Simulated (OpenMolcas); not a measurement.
A ladder of methods for BH2F (SMILES [H]B([H])F)

The species is BH2F (4 atoms), meant as a singlet with charge 0. As SMILES, `[H]B([H])F`. The coordinates come from a GFN2-xTB relaxation.

| atom | x (Å) | y (Å) | z (Å) |
| --- | --- | --- | --- |
| B | 0.0300 | 0.0492 | 0.0006 |
| H | 1.1984 | -0.0340 | 0.0156 |
| H | -0.5783 | 1.0502 | -0.0194 |
| F | -0.6501 | -1.0654 | 0.0032 |

Quantity: the energy change with the B1–F4 bond stretched from 1.306 to 2.285 Å, in eV. The values are calculated.

```
                     level                kind     program  value (eV)  less FCI/STO-3G  CPU time (all runs)
    HF/STO-3G (restricted)        Hartree–Fock  OpenMolcas        8.12            +2.31                3.2 s
 SVWN5/STO-3G (restricted)                 LDA  OpenMolcas        6.94            +1.13                7.1 s
r2SCAN/STO-3G (restricted)            meta-GGA  OpenMolcas        6.79            +0.98                9.7 s
B2PLYP/STO-3G (restricted)       double hybrid  OpenMolcas        6.94            +1.13                7.4 s
        CASPT2(2,2)/STO-3G      multireference  OpenMolcas        5.74            -0.07                3.4 s
        CASSCF(2,2)/STO-3G      multireference  OpenMolcas        5.03            -0.78                3.7 s
     SC-NEVPT2(2,2)/STO-3G      multireference  OpenMolcas        5.75            -0.06                3.4 s
                FCI/STO-3G  exact in the basis  OpenMolcas        5.81             0.00                8.2 s
```

FCI/STO-3G is exact within its basis and frozen core, so for wave-function methods in that basis the difference is their error; functionals converge differently with the basis, so for them it is only a difference. Spin-restricted single references rise too steeply as a bond breaks, Hartree–Fock most of all. The first shape isn't each level's own minimum. The values span 5.03 to 8.12 eV. All rows use very small basis sets, so even the best lies far from the true value. CPU times are rough (shared hosts, several kinds of processor): they show what a rung costs within a factor of a few.

Stretching the B–F bond brings the σ and σ* orbitals closer in energy, so a second configuration, with the pair in σ*, gains weight. A single closed-shell determinant cannot include it and keeps too much ionic character at the long distance, which explains why Hartree–Fock gives 8.12 eV against 5.81 eV for FCI. Two electrons in two orbitals are enough to remove this excess, but CASSCF then falls too low, at 5.03 eV. The correlation it omits must therefore stabilise the short geometry more than the stretched one, probably because the bonding pair and the fluorine lone pairs, which also donate into the empty boron p orbital, are closer together there. CASPT2 and SC-NEVPT2 recover nearly all of this contribution, and their close agreement suggests that the choice of zeroth-order Hamiltonian matters little here. The identical SVWN5 and B2PLYP values do not imply equivalent descriptions of the bond. With only two geometries, neither the shape of the curve nor the dissociation limit is established.
